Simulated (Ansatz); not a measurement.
# MgRh: energy above lowest point and pressure against volume scale

All results are calculated (Ansatz 0.2.0). Free energy against uniform scaling of the volume at fixed shape and fractions; periodic cell, basis, potentials, k mesh and filling as listed.

The cell before it is scaled or strained (space group Pm-3m, No. 221):
```
CELL_PARAMETERS angstrom
3.09920 0.00000 0.00000
0.00000 3.09920 0.00000
0.00000 0.00000 3.09920
ATOMIC_POSITIONS crystal
Mg 0.00000 0.00000 0.00000
Rh 0.50000 0.50000 0.50000
```

Settings of every row: functional LDA; dispersion none; potentials PAW; wave cutoff 500 eV; density cutoff 2000 eV; k mesh 7x7x7; k shift 0x0x0; occupations cold; smearing width 0.1 eV; spin none.

Limits: coarse k mesh, up to 40 meV an atom off.

| row | volume scale | V (Å³/atom) | energy above lowest point (meV/atom) | pressure (GPa) |
| --- | --- | --- | --- | --- |
| 1 | 0.94 | 13.991 | 0.3 | 1.68 |
| 2 | 0.96 | 14.289 | 0 | -1.29 |
| 3 | 0.98 | 14.586 | 4.9 | -3.93 |
| 4 | 1 | 14.884 | 14.4 | -6.28 |
| 5 | 1.02 | 15.182 | ? | ? |
| 6 | 1.04 | 15.479 | 45.4 | -10.24 |
| 7 | 1.06 | 15.777 | 66 | -11.89 |

Question: what energy above lowest point and pressure should row 5 give?

Worked fit of energy above lowest point. Take u = (V_r/V)^(2/3) − 1 with V_r = 14.735 Å³ an atom, which is twice the finite (Eulerian) strain; such expansions in the strain, on which the Birch-Murnaghan equation of state is built, carry the rest volume and the bulk modulus. The shown rows have u = 0.03514, 0.0207, 0.0068, -0.00669, -0.03231, -0.04453. Least squares give energy above lowest point = 9.1 − 708.7 × u + 12926 × u² + 3235 × u³ meV/atom; a parabola predicts inner rows, each left out in turn, worse (root mean square 0.063 against 0.034 meV/atom). All shown rows lie on it to the printed digit. Its lowest point lies at u = 0.0271, or V = 14.15 Å³ an atom, and the curvature there gives the bulk modulus at fixed shape and fractions, B = (4/9)(1 + u)² E″(u)/V = 140 GPa. The withheld row has u = -0.01973, so the fit gives 9.1 − 708.7 × (-0.01973) + 12926 × (-0.01973)² + 3235 × (-0.01973)³ = 28.1 meV/atom.

The calculation gave 28.1 meV/atom. The fit meets it to the printed digit.

Worked fit of pressure. Take u = (V_r/V)^(2/3) − 1 with V_r = 14.735 Å³ an atom, which is twice the finite (Eulerian) strain; such expansions in the strain, on which the Birch-Murnaghan equation of state is built, carry the rest volume and the bulk modulus. The shown rows have u = 0.03514, 0.0207, 0.0068, -0.00669, -0.03231, -0.04453. Least squares give pressure = −5.139 + 175.21 × u + 532.3 × u² GPa; a straight line predicts inner rows, each left out in turn, worse (root mean square 0.33 against 0.01 GPa). The rows lie off it by 0.00, -0.01, -0.01, 0.01, 0.00, 0.00. The pressure vanishes at u = 0.0271, or V = 14.16 Å³ an atom, and there the bulk modulus at fixed shape and fractions is B = −V dP/dV = (2/3)(1 + u) dP/du = 140 GPa. The withheld row has u = -0.01973, so the fit gives −5.139 + 175.21 × (-0.01973) + 532.3 × (-0.01973)² = -8.39 GPa.

The calculation gave -8.38 GPa. The fit lies 0.01 GPa (0.074 % of the column's range) below it, one unit of the last digit.
